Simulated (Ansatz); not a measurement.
# A series in volume scale on SnPbSe₂

Free energy against uniform scaling of the volume at fixed shape and fractions; periodic cell, basis, potentials, k mesh and filling as listed. The results are calculated, by Ansatz 0.2.0.

The cell before it is scaled or strained (space group R-3m, No. 166):
```
cell vectors (Å)
   2.1645     1.2497     7.0681
  -2.1645     1.2497     7.0681
   0.0000    -2.4993     7.0681
atoms (fractions of the cell vectors)
Sn  0.50000  0.50000  0.50000
Pb  0.00000  0.00000  0.00000
Se  0.75256  0.75256  0.75256
Se  0.24744  0.24744  0.24744
```

Settings of every row: functional LDA; dispersion none; potentials PAW; wave cutoff 500 eV; density cutoff 2000 eV; k mesh 6x6x6; k shift 0x0x0; occupations fixed; smearing width 0 eV; spin none.

Limits: coarse k mesh, up to 40 meV an atom off; minimum outside the range; no spin-orbit coupling, which can matter with elements this heavy; the cell comes from a prototype or a list of computed structures and needn't be the stable phase.

| row | volume scale | V (Å³/atom) | energy above lowest point (meV/atom) |
| --- | --- | --- | --- |
| 1 | 0.9406 | 26.974 | 0 |
| 2 | 0.9703 | 27.826 | ? |
| 3 | 1 | 28.678 | 27.2 |
| 4 | 1.0297 | 29.53 | 51.2 |
| 5 | 1.0594 | 30.381 | 80.2 |

Question: what energy above lowest point should row 2 give?

Worked fit of energy above lowest point. Take u = (V_r/V)^(2/3) − 1 with V_r = 29.104 Å³ an atom, which is twice the finite (Eulerian) strain; such expansions in the strain, on which the Birch-Murnaghan equation of state is built, carry the rest volume and the bulk modulus. The shown rows have u = 0.05197, 0.00988, -0.00964, -0.02822. Least squares give energy above lowest point = 38.45 − 1220.5 × u + 9244 × u² meV/atom; a straight line predicts inner rows, each left out in turn, worse (root mean square 9.1 against 0.26 meV/atom). The rows lie off it by 0.0, -0.1, 0.1, -0.1. The withheld row has u = 0.03039, so the fit gives 38.45 − 1220.5 × (0.03039) + 9244 × (0.03039)² = 9.9 meV/atom.

The calculation gave 9.7 meV/atom. The fit lies 0.2 meV/atom (2.1 % of the value, 0.25 % of the column's range) above it; its largest miss of a shown row is 0.1 meV/atom.
